Pressure relation and virial theorem with contact, and the 2D scale anomaly

1. Statement

System. N fermions of mass m occupy two spin states ↑, ↓ in d = 3 or d = 2 dimensions. Unlike spins interact over a range r₀ much shorter than every other length; like spins do not interact. The gas is either in a periodic box (volume V, area A) or in a spin-independent harmonic trap with potential energy U = Σᵢ ½ m ω² rᵢ².

Contact. The momentum distribution is normalised as ∫ dᵈk/(2π)ᵈ n_σ(k) = N_σ. Its tail n_σ(k) → C/k⁴ at large k, the same for both spins, defines the contact C. C is extensive, with dimension 1/length in 3D and 1/length² in 2D. The contact density is 𝒞 = C/V or C/A.

Scattering lengths. In 3D, a fixes the pair behaviour ψ ∝ 1/r − 1/a. In 2D, ψ ∝ ln(r/b), and a₂D = b e^γ/2 with γ Euler's constant. This choice gives the dimer binding energy ε_B = ħ²/(m a₂D²). The other common convention uses b = 1.123 a₂D, which raises ln(k_F a) by 0.116. Since d ln b = d ln a₂D, the relations below hold in both conventions.

Results, for any stationary state and for thermal equilibrium:

(1) 3D adiabatic relation: dE/d(1/a) = −ħ²C/(4πm)
(2) 3D pressure: P = (2/3) E/V + ħ²C/(12π m a V)
(3) 3D trap: E = 2⟨U⟩ − ħ²C/(8π m a)
(4) 2D adiabatic relation: dE/d(ln a₂D) = ħ²C/(2πm)
(5) 2D pressure: P = E/A + ħ²C/(4π m A)
(6) 2D trap: E = 2⟨U⟩ − ħ²C/(4πm)

For any time-dependent low-energy state in an isotropic 2D trap, with I = ⟨Σᵢ ½ m rᵢ²⟩,

(7) d²I/dt² + 4ω² I = 2E + ħ²C(t)/(2πm).

In zero-temperature hydrodynamics the 2D breathing frequency obeys

(8) ω_B² ≤ 2ω² ∫ n (dP/dn) d²r / ∫ P d²r,

with equality when P is a power of n. The 3D relations (1)–(3) are due to Tan (2008). In 3D the contact terms of (2) and (3) vanish at 1/a = 0, where the gas is scale invariant. In 2D they remain for every finite a₂D: this is the scale anomaly.

2. Premises

(a) Zero range. The interaction is replaced by the free Schrödinger equation away from coincidence points plus a boundary condition. For each pair i (↑), j (↓), with r = rᵢ − rⱼ → 0 at fixed R = (rᵢ + rⱼ)/2 and fixed other coordinates X,
3D: ψ = Φᵢⱼ(R,X) (1/r − 1/a) + O(r),
2D: ψ = Φᵢⱼ(R,X) ln(r/b) + O(r).
ψ is normalised to one, and ‖Φ‖² = Σ over ↑↓ pairs of ∫ |Φᵢⱼ|² dR dX.

(b) No further parameter. For equal-mass two-component fermions this condition defines the Hamiltonian without a three-body length, and configurations in which three particles meet add nothing to the surface integrals below.

3. Proof of the adiabatic relations

Step 1: energy change in terms of Φ. Take eigenstates ψ₁, ψ₂ with energies E₁, E₂ for two scattering lengths. Remove from configuration space all regions |rᵢ − rⱼ| < ε. In the remainder both obey Hψ = Eψ with the same differential operator, so

(E₁ − E₂) ∫ ψ₂*ψ₁ = ∫ (ψ₂* Hψ₁ − ψ₁ Hψ₂*).

Potential terms cancel. The pair kinetic energy is −(ħ²/m)∇_r² − (ħ²/4m)∇_R². The normal to the surface r = ε lies along r, so only the first part gives a surface term in Green's theorem. The outward normal of the remaining region is −r̂, which gives for each pair

+(ħ²/m) ∫ dR dX ∮ dS (ψ₂* ∂_rψ₁ − ψ₁ ∂_rψ₂*).

In 3D, dS integrates to 4πε² and the bracket is Φ₂*Φ₁ (1/a₂ − 1/a₁)/ε². The O(r) terms contribute at most ε² × (1/ε) → 0. In 2D, dS integrates to 2πε and the bracket is Φ₂*Φ₁ [ln(ε/b₂) − ln(ε/b₁)]/ε = Φ₂*Φ₁ ln(b₁/b₂)/ε. The O(r) terms contribute at most ε ln ε → 0. Let ε → 0, then let state 2 approach state 1 along a level that varies continuously with the scattering length, so that the overlap tends to one:

dE/d(1/a) = −(4πħ²/m) ‖Φ‖² (3D), dE/d(ln b) = (2πħ²/m) ‖Φ‖² (2D).

Step 2: the tail in terms of Φ. By Parseval's theorem the stated normalisation corresponds to n_↑(k) = Σᵢ ∫ |∫ dᵈrᵢ e^(−ik·rᵢ) ψ|², the outer integral running over all other coordinates. At large k the inner transform is set by the singularities at rᵢ = rⱼ, across which Φᵢⱼ varies slowly. From ∇²(1/r) = −4πδ³(r) the transform of 1/r is 4π/k². From ∇² ln r = 2πδ²(r) the transform of ln r is −2π/k². Each partner j thus contributes Φᵢⱼ e^(−ik·rⱼ) times this factor. Cross terms between partners j ≠ j′ carry e^(ik·(rⱼ − rⱼ′)) and fall faster than k⁻⁴ after integration over rⱼ, rⱼ′. The diagonal terms give

C = 16π² ‖Φ‖² (3D), C = 4π² ‖Φ‖² (2D).

The pair sum is symmetric in the spins, so n_↓ has the same tail.

Step 3. Eliminating ‖Φ‖² gives (1) and (4) for each level n with its contact C_n. In thermal equilibrium E and C are averages with populations w_n. The derivative in (1) and (4) is then the one at fixed populations, which is the derivative at fixed entropy.

4. Proof of the pressure relations

In a periodic box of side L, set r = L s. The kinetic operator becomes ħ²/(mL²) times a fixed operator on the unit box, and by premise (b) the boundary condition contains only a/L. Hence each level has the form

3D: E_n = (ħ²/m) V^(−2/3) f_n(V^(1/3)/a), 2D: E_n = (ħ²/mA) f_n(ln a₂D − ½ ln A).

Differentiating in 3D, the prefactor gives −(2/3)E_n, and the argument depends on V^(1/3) and 1/a only through their product:

−V ∂E_n/∂V = (2/3)E_n − (1/3)(1/a) ∂E_n/∂(1/a) = (2/3)E_n + ħ²C_n/(12π m a).

In 2D,

−A ∂E_n/∂A = E_n + ½ ∂E_n/∂(ln a₂D) = E_n + ħ²C_n/(4πm).

The pressure is P = −Σ w_n ∂E_n/∂V (or ∂A), which yields (2) and (5) at any temperature and spin imbalance.

5. Proof of the virial theorems

The boundary condition does not involve ω, so the Hellmann–Feynman theorem applies to ω. As U ∝ ω², it gives ω ∂E_n/∂ω = 2⟨U⟩_n. With ℓ = √(ħ/mω) ∝ ω^(−1/2), scaling gives E_n = ħω f_n(ℓ/a) in 3D and E_n = ħω f_n(ln a₂D − ln ℓ) in 2D. Therefore

3D: ω ∂E_n/∂ω = E_n − ½ (1/a) ∂E_n/∂(1/a) = E_n + ħ²C_n/(8π m a),
2D: ω ∂E_n/∂ω = E_n + ½ ∂E_n/∂(ln a₂D) = E_n + ħ²C_n/(4πm).

Equating the two expressions and averaging gives (3) and (6). An anisotropic harmonic trap obeys the same relations, since all frequencies can be scaled by one common factor.

6. Exactly solvable tests

Free dimers. In 3D, ψ = e^(−r/a)/(r√(2πa)) has |Φ|² = 1/(2πa), so C = 8π/a. With E = −ħ²/(ma²), (1) holds, and the two terms of (2) are −(2/3)ħ²/(ma²V) and +(2/3)ħ²/(ma²V): a dimer at rest exerts no pressure. In 2D, ψ = κK₀(κr)/√π with E = −ħ²κ²/m. Since K₀(κr) → −ln(κ r e^γ/2), κ = 1/a₂D, |Φ|² = κ²/π and C = 4πκ². Then ħ²C/(4πm) = ε_B cancels E in (5).

Weakly repulsive or attractive 3D gas. To first order the interaction energy density of a balanced gas of total density n is (4πħ²a/m)(n/2)². Relation (1) gives 𝒞 = 4π²a²n², and (2) gives an interaction pressure of (2/3 + 1/3) times that energy density, as required for a term ∝ n².

Two atoms in a trap. Use units ħ = ω = 1 and reduced mass one, so m = 2. The centre of mass satisfies E = 2⟨U⟩ by itself, and only relative motion is tested. In 3D, u = rψ ∝ e^(r²/2) erfc(r) solves −½u″ + ½r²u = −½u, with u′(0)/u(0) = −2/√π = −1/a. Its norm is J = ∫u² dr = ln 2/√π, so C = 4π/J and the contact term of (3) is 1/(2 ln 2) = 0.721. Integration by parts gives ∫r²u² dr = (1/√π − J)/2, so 2⟨U⟩ = ⟨r²⟩ = 0.221 and the difference is −½. In 2D, ψ ∝ e^(r²/2) E₁(r²), with E₁ the exponential integral, has energy −1 and behaves as −2 ln(r e^(γ/2)). With z = r², ∫e^z E₁² dz = π²/6 and ∫z e^z E₁² dz = 2 − π²/6. Then C = 96/π, the contact term of (6) is 12/π² = 1.216, 2⟨U⟩ = 0.216, and the difference is −1.

7. The anomaly and the breathing mode

Origin. A potential g δ²(r) scales as 1/length², like the kinetic energy, and mg/ħ² is a pure number. Taken at face value the 2D problem has no length, which would give P = E/A. But the two-body problem does not exist without a momentum cutoff Λ. The T-matrix at relative energy −ε obeys

1/T = 1/g + ∫ d²k/(2π)² 1/(ħ²k²/m + ε),

and the integral grows as ln Λ. Requiring a pole at ε = ε_B eliminates g and Λ:

(9) 1/T = (m/4πħ²) ln(ε_B/ε).

Continued to positive energy ħ²k²/m, |ln(k a₂D)| ≫ 1 gives T ≈ −(2πħ²/m)/ln(k a₂D). The dimensionless coupling has been traded for a length, and the coupling runs with k.

Proof of (7). Use a finite-range pair potential v(r) = (ħ²/m r₀²) g₀ u(r/r₀). The Heisenberg equations give dI/dt = ⟨Σ (r·p + p·r)/2⟩ and d²I/dt² = 2⟨K⟩ − 2⟨U⟩ − ⟨Σ r v′(r)⟩, with K the kinetic energy. The form of v implies r v′ = −2v − r₀ ∂v/∂r₀ at fixed g₀. With E = ⟨K + U + Σv⟩ and ⟨U⟩ = ω²I,

d²I/dt² = 2E − 4ω²I + ⟨Σ r₀ ∂v/∂r₀⟩.

The last operator acts only inside r₀, where any low-energy state is Φ times the zero-energy two-body solution. Its mean is therefore a fixed constant times ‖Φ‖². At fixed g₀ the scattering length is proportional to r₀, so in a stationary state the Hellmann–Feynman theorem makes the mean equal to dE/d(ln a₂D) = ħ²C/(2πm) as r₀ → 0. This fixes the constant and proves (7). Setting d²I/dt² = 0 recovers (6). Without the last term I oscillates undamped at exactly 2ω for any amplitude, the result of Pitaevskii and Rosch (1997). A constant C only moves the equilibrium size. The frequency shifts because C changes as the cloud breathes: if δC follows δI in phase, ω_B² = 4ω² − (ħ²/2πm) δC/δI.

Proof of (8). At T = 0 in the local-density approximation, μ(n(r)) = μ₀ − ½mω²r² and dP = n dμ. For a displacement field s(r)e^(−iΩt), continuity gives δn = −∇·(n s) and the Euler equation gives mΩ² s = ∇(μ′δn), with μ′ = dμ/dn > 0. The operator is self-adjoint with weight n, so the lowest isotropic mode minimises

Ω² = ∫ μ′ δn² d²r / ∫ m n s² d²r

over radial fields. Insert the dilation s = r, so δn = −(2n + r∂_r n), and use μ′∂_r n = −mω²r. The numerator is ∫[4n²μ′ − 4mω²r²n − mω²r³∂_r n] d²r. Integrating by parts, ∫r³∂_r n d²r = −4∫r²n d²r, so the last two terms cancel and 4∫n (dP/dn) d²r remains. The denominator is 2⟨U⟩/ω². From ∂_r P = −n mω² r, another integration by parts gives ⟨U⟩ = ∫P d²r. This is (8). For μ − const ∝ n^ν the dilation gives μ′δn = const + (ν + 1)mω²r², so it is an exact mode with ω_B² = (2 + 2ν)ω². In general the quotient is stationary at the true mode, so the bound exceeds ω_B² only at second order in the departure from a power law.

Balanced gas at T = 0. Let k_F = √(2πn), ε_F = ħ²k_F²/2m = πħ²n/m and η = ln(k_F a₂D). Dimensional analysis allows

E/N = −ε_B/2 + (ε_F/2) ξ(η), ε_B/ε_F = 2e^(−2η).

Primes on ξ, p, q denote d/dη, and dη/d ln n = ½. Then

P = (nε_F/2) p, p = ξ + ξ′/2; μ + ε_B/2 = ε_F q, q = ξ + ξ′/4;
dμ/dη = ε_F w, w = 2q + q′ = 2p + p′/2.

Relation (4) with nε_F = ħ²k_F⁴/(4πm) gives

(10) 𝒞/k_F⁴ = e^(−2η) + ξ′/4, ħ²𝒞/(4πm) = nε_F 𝒞/k_F⁴.

In (5) the dimer part e^(−2η) cancels −ε_B/2. Only ξ′ measures the many-body anomaly. Since n dP/dn = 2P + nε_F p′/4 and d²r = −(2π/mω²)dμ, with nε_F dμ ∝ e^(6η) w dη, (8) becomes

(11) ω_B²/ω² ≈ 4 + ⟨p′⟩/⟨p⟩, ⟨f⟩ = ∫ e^(6x) f w dx, x = η − η₀ from −∞ to 0,

where η₀ is the value at the trap centre. For η ≫ 1 the T-matrix above gives an interaction energy density T n²/4, so ξ ≈ 1 − 1/η, p′ ≈ 1/η², and ω_B/2ω − 1 ≈ 1/(8η₀²). The shift is upward and vanishes only as an inverse power of a logarithm.

8. Range of validity

Relations (1)–(7) are exact in the zero-range model, at any coupling, temperature and polarisation, in normal and superfluid states. They need k r₀ ≪ 1 for all typical momenta; the k⁻⁴ tail holds for k_F and 1/|a| ≪ k ≪ 1/r₀. They fail as written when another length enters: a large effective range (narrow resonances), a three-body parameter, a lattice spacing, or long-range forces such as the Coulomb interaction. Each further length adds its own derivative of E to (2), (3), (5) and (6). Relations (3), (6) and (7) need a harmonic trap. Results (8) and (11) also need T ≪ T_F, the local-density approximation (ε_F ≫ ħω), small amplitude and an isotropic trap.

A quasi-2D gas held by a tight trap ω_z has the further length l_z = √(ħ/mω_z). Its leading effect follows from summing (9) over the transverse states of relative motion, of energy 2jħω_z above threshold. Only even states are non-zero at z = 0, with relative weight c_j = (2j)!/(4^j j!²). Differentiating the Green function at the origin with respect to ε removes the divergence, and ∫d²k/(2π)² (ħ²k²/m + y)^(−2) = m/(4πħ²y). So 1/ε, the derivative of ln ε, is replaced by Σ_j c_j/(2jħω_z + ε) ≈ 1/ε + ln 2/(ħω_z), using Σ_(j≥1) c_j/(2j) = ln 2. Integrating and setting ε = −ħ²k²/m,

(12) ln(k a₂D) → ln(k a₂D) − ½ ln 2 · k² l_z²,

with a₂D now defined by the scattering at k → 0. The strictly 2D results need ln 2 · k²l_z² ≪ 1, because this quantity is subtracted directly from the unit slope d ln(k a₂D)/d ln k that produces the anomaly.

9. Numerical illustration: quasi-2D ⁶Li at η₀ = 1

Inputs. m = 6.015 u (approximate). Typical trap values are N = 2 × 10⁴ atoms in total, ω/2π = 20 Hz and ω_z/2π = 7 kHz. Here k_F refers to the central density. No expansion in 1/η is usable at η = 1, so the equation of state is a given input: ξ = 0.40 + 0.20 x, with approximate values typical of zero-temperature diffusion Monte Carlo results for the strictly 2D gas near η = 1. The factor e^(6x) confines the averages to the centre: the region η < 0, where a linear form is unjustified, carries less than 0.2 per cent of each of the e^(6x) integrals used for ω_B. Third and fourth figures below serve only to show that the identities close.

Scales. p₀ = 0.50, q₀ = 0.45, p′ = 0.20, w = 1.1 + 0.4x. From N = (2π/mω²)∫n dμ = (2π/mω²)P(0) = p₀(ε_F/ħω)², ε_F/ħω = 200. So ε_F/h = 4.0 kHz, T_F = ε_F/k_B = 0.19 μK, k_F = 2.2 μm⁻¹, n(0) = 0.76 μm⁻², a₂D = 1.2 μm and ε_B = 0.271 ε_F, or ε_B/h = 1.1 kHz. The cloud radius from ½mω²R² = q₀ε_F is 0.12 mm.

Pressure relation at the centre, in units of nε_F. E/A = (0.40 − 0.271)/2 = 0.065. By (10), 𝒞/k_F⁴ = 0.135 + 0.050 = 0.185, that is 𝒞 = 4.2 μm⁻⁴. The sum 0.250 equals p₀/2. The many-body part 0.050 is 20 per cent of the pressure.

Virial theorem, per atom in units of the central ε_F. The moments of e^(6x) give ⟨1⟩ = 0.1722, ⟨p⟩ = 0.0807, ⟨ξ⟩ = 0.0635 and ⟨p′⟩ = 0.0344. The change of variable gives ∫nε_F f d²r = (2/p₀)⟨f⟩ Nε_F(0). Then ⟨U⟩ = ⟨p⟩/p₀ = 0.1615. The contact term is 0.1353 + (ξ′/4)(2/p₀)⟨1⟩ = 0.1698, which means C = 1.07 N k_F². Relation (6) gives E = 0.1532. Directly, the internal energy is ⟨ξ⟩/p₀ − 0.1353 = −0.0083, and adding ⟨U⟩ gives the same 0.1532.

Breathing mode. ⟨p′⟩/⟨p⟩ = 0.427, so ω_B/ω = 2.104, which is 5.2 per cent above 2ω. The central value p′/p₀ alone gives 4.9 per cent. Changing (ξ, ξ′) at the centre to (0.43, 0.18) or (0.37, 0.22) gives 4.5 or 6.0 per cent, and adding a curvature ξ″ = −0.05 gives 4.7 per cent. The strictly 2D model's shift is thus about 5 per cent: 42 Hz in place of 40 Hz.

Size of the confinement term. l_z = 0.49 μm, ε_F/ħω_z = 0.57 and k_F²l_z² = 1.14. For two atoms drawn from filled Fermi discs the relative momentum (k₁ − k₂)/2 has mean square k_F²/4. Averaging (12) over pairs replaces η by η − λ/2, with λ = ln 2 · k_F²l_z²/4 = 0.20 and λ ∝ e^(2η). This is controlled only at large η and to first order in λ, and is an estimate of size here. For the linear ξ, dξ/dη becomes ξ′(1 − λ) and d²ξ/dη² becomes −2λξ′, so p′ is multiplied by 1 − 2λ = 0.60. At the centre p = 0.46 and p′ = 0.12, and the central-value shift falls from 4.9 to about 3 per cent. The same term lowers ε_B: with ħ/(m a₂D² ω_z) = 0.155, the pole condition ln y + 0.155 y ln 2 = 0 for y = ε_B m a₂D²/ħ² gives y = 0.91, which changes C and E but not P or ω_B.

The neglected confinement term is therefore comparable to the anomaly itself, and finite temperature, also left out, changes p(η) further. As typical knowledge, breathing-mode shifts of quasi-2D ⁶Li clouds in this coupling range lie around 1 to 2.5 per cent. The strictly 2D, zero-temperature model's 5 per cent has the same sign and is too large by a factor of roughly 2 to 5.